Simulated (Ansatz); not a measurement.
# PdPt: energy above lowest point and pressure against volume scale

Free energy against uniform scaling of the volume at fixed shape and fractions; periodic cell, basis, potentials, k mesh and filling as listed. The results are calculated, by Ansatz 0.2.0.

The cell before it is scaled or strained (space group R-3m, No. 166):
```
cell vectors (Å)
   1.3834     0.7987     4.5604
  -1.3834     0.7987     4.5604
   0.0000    -1.5974     4.5604
atoms (fractions of the cell vectors)
Pd  0.00000  0.00000  0.00000
Pt  0.50000  0.50000  0.50000
```

Settings of every row: functional PBEsol; dispersion none; potentials PAW; wave cutoff 500 eV; density cutoff 2000 eV; k mesh 12x12x12; k shift 0x0x0; occupations fermi dirac; smearing width 0.1 eV; spin none.

Limits: coarse k mesh, up to 40 meV an atom off; no spin-orbit coupling, which can matter with elements this heavy; the cell comes from a prototype or a list of computed structures and needn't be the stable phase.

```csv
row,volume scale,V (Å³/atom),energy above lowest point (meV/atom),pressure (GPa)
1,0.92,13.907,43.4,17.3
2,0.9467,14.311,11.4,8.39
3,0.9733,14.713,0,0.89
4,1,15.117,5.9,-5.4
5,1.0267,15.52,?,?
6,1.0533,15.922,58.9,-15.07
7,1.08,16.326,101.5,-18.74
```

Question: what energy above lowest point and pressure should row 5 give?

Worked fit of energy above lowest point. Take u = (V_r/V)^(2/3) − 1 with V_r = 14.915 Å³ an atom, which is twice the finite (Eulerian) strain; such expansions in the strain, on which the Birch-Murnaghan equation of state is built, carry the rest volume and the bulk modulus. The shown rows have u = 0.04776, 0.02794, 0.00913, -0.00893, -0.04262, -0.05848. Least squares give energy above lowest point = 1 − 336.2 × u + 24742 × u² + 18727 × u³ meV/atom; a parabola predicts inner rows, each left out in turn, worse (root mean square 0.83 against 0.14 meV/atom). The rows lie off it by 0.0, 0.1, 0.0, -0.1, 0.1, 0.0. Its lowest point lies at u = 0.0067, or V = 14.77 Å³ an atom, and the curvature there gives the bulk modulus at fixed shape and fractions, B = (4/9)(1 + u)² E″(u)/V = 246 GPa. Letting shape and atoms relax would as a rule lower it, by much in layered, chain or molecular crystals. The withheld row has u = -0.02616, so the fit gives 1 − 336.2 × (-0.02616) + 24742 × (-0.02616)² + 18727 × (-0.02616)³ = 26.4 meV/atom.

The calculation gave 26.3 meV/atom. The fit lies 0.1 meV/atom (0.099 % of the column's range) above it, one unit of the last digit.

Worked fit of pressure. Take u = (V_r/V)^(2/3) − 1 with V_r = 14.915 Å³ an atom, which is twice the finite (Eulerian) strain; such expansions in the strain, on which the Birch-Murnaghan equation of state is built, carry the rest volume and the bulk modulus. The shown rows have u = 0.04776, 0.02794, 0.00913, -0.00893, -0.04262, -0.05848. Least squares give pressure = −2.389 + 349.07 × u + 1262.9 × u² + 1279 × u³ GPa; a parabola predicts inner rows, each left out in turn, worse (root mean square 0.061 against 0.019 GPa). The rows lie off it by 0.00, 0.01, -0.01, 0.01, 0.00, 0.00. The pressure vanishes at u = 0.0067, or V = 14.77 Å³ an atom, and there the bulk modulus at fixed shape and fractions is B = −V dP/dV = (2/3)(1 + u) dP/du = 246 GPa. Letting shape and atoms relax would as a rule lower it, by much in layered, chain or molecular crystals. The withheld row has u = -0.02616, so the fit gives −2.389 + 349.07 × (-0.02616) + 1262.9 × (-0.02616)² + 1279 × (-0.02616)³ = -10.68 GPa.

The calculation gave -10.67 GPa. The fit lies 0.01 GPa (0.028 % of the column's range) below it, one unit of the last digit.
